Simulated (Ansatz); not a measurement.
Abstraction of H: C2H6S2 + C2H6AlS → C2H5S2 + C2H7AlS

Species: C2H6S2 (dimethyl disulfide) `CSSC`, singlet; C2H6AlS `[CH3][Al][S]C`, doublet; C2H5S2 `[CH2]SSC`, doublet; C2H7AlS `[CH3][AlH][S]C`, singlet. A radical takes H: the energy is the difference in strength between the C–H bond broken and the Al–H bond made.

Shapes, held fixed at every level: PBE0-D4/def2-TZVP. Flexible molecules stand in one conformer, not always the lowest. Programs: Ansatz 0.2.0. The zero-point and thermal change to 298 K, harmonic and unscaled (PBE0-D4/def2-TZVP), is -16.9 kJ/mol.

Problem. Estimate ΔH(298 K) of this reaction.

Solution. The highest level, CCSD(T)/CBS estimate, gives ΔH(298 K) = +46.8 kJ/mol; the levels span +35.6 to +54.7. The column of differences is taken from that level and isn't an error. No measured value is set beside it here. Open shells run unrestricted. The CBS estimate extrapolates MP2 from def2-TZVPP and def2-QZVPP and adds CCSD(T) − MP2 in the triple-zeta set, cores frozen.

```json
{"level": "HF/def2-SVP", "kind": "Hartree–Fock", "ΔH(298 K) (kJ/mol)": "+37.8", "less CCSD(T)/CBS estimate": "-9.0"}
{"level": "HF/def2-TZVPP", "kind": "Hartree–Fock", "ΔH(298 K) (kJ/mol)": "+35.6", "less CCSD(T)/CBS estimate": "-11.2"}
{"level": "PBE-D4/def2-TZVPP", "kind": "GGA", "ΔH(298 K) (kJ/mol)": "+54.7", "less CCSD(T)/CBS estimate": "+7.9"}
{"level": "r2SCAN-D4/def2-TZVPP", "kind": "meta-GGA", "ΔH(298 K) (kJ/mol)": "+43.1", "less CCSD(T)/CBS estimate": "-3.7"}
{"level": "B3LYP-D4/def2-TZVPP", "kind": "global hybrid", "ΔH(298 K) (kJ/mol)": "+44.0", "less CCSD(T)/CBS estimate": "-2.8"}
{"level": "r2SCAN0-D4/def2-TZVPP", "kind": "global hybrid", "ΔH(298 K) (kJ/mol)": "+43.8", "less CCSD(T)/CBS estimate": "-3.0"}
{"level": "CCSD/def2-SVP", "kind": "coupled cluster or CI", "ΔH(298 K) (kJ/mol)": "+50.3", "less CCSD(T)/CBS estimate": "+3.5"}
{"level": "CCSD(T)/CBS estimate", "kind": "coupled cluster or CI", "ΔH(298 K) (kJ/mol)": "+46.8", "less CCSD(T)/CBS estimate": "0.0"}
```

Hydrogen transfer from dimethyl disulfide to the aluminium radical is endothermic at every level, so the C–H bond broken is stronger than the Al–H bond made. Carbon's compact valence orbitals overlap well with hydrogen 1s, whereas aluminium's are more diffuse, and its unpaired electron sits in an s-rich orbital that must rehybridise to form the third bond. Sulfur next to the new carbon radical delocalises the spin and probably softens the endothermicity without overturning it. The negative thermal term fits the replacement of stiff C–H modes by softer Al–H ones.

Hartree–Fock gives the smallest values, which suggests that correlation strengthens the C–H bond more than the Al–H bond. PBE gives the largest, but r2SCAN and r2SCAN0 nearly coincide, so missing exact exchange alone doesn't readily explain it. The unfavourable enthalpy doesn't make the disulfide inert towards this radical: attack at sulfur, which would trade a weak S–S bond for a strong Al–S bond, is a likely competitor not examined here.
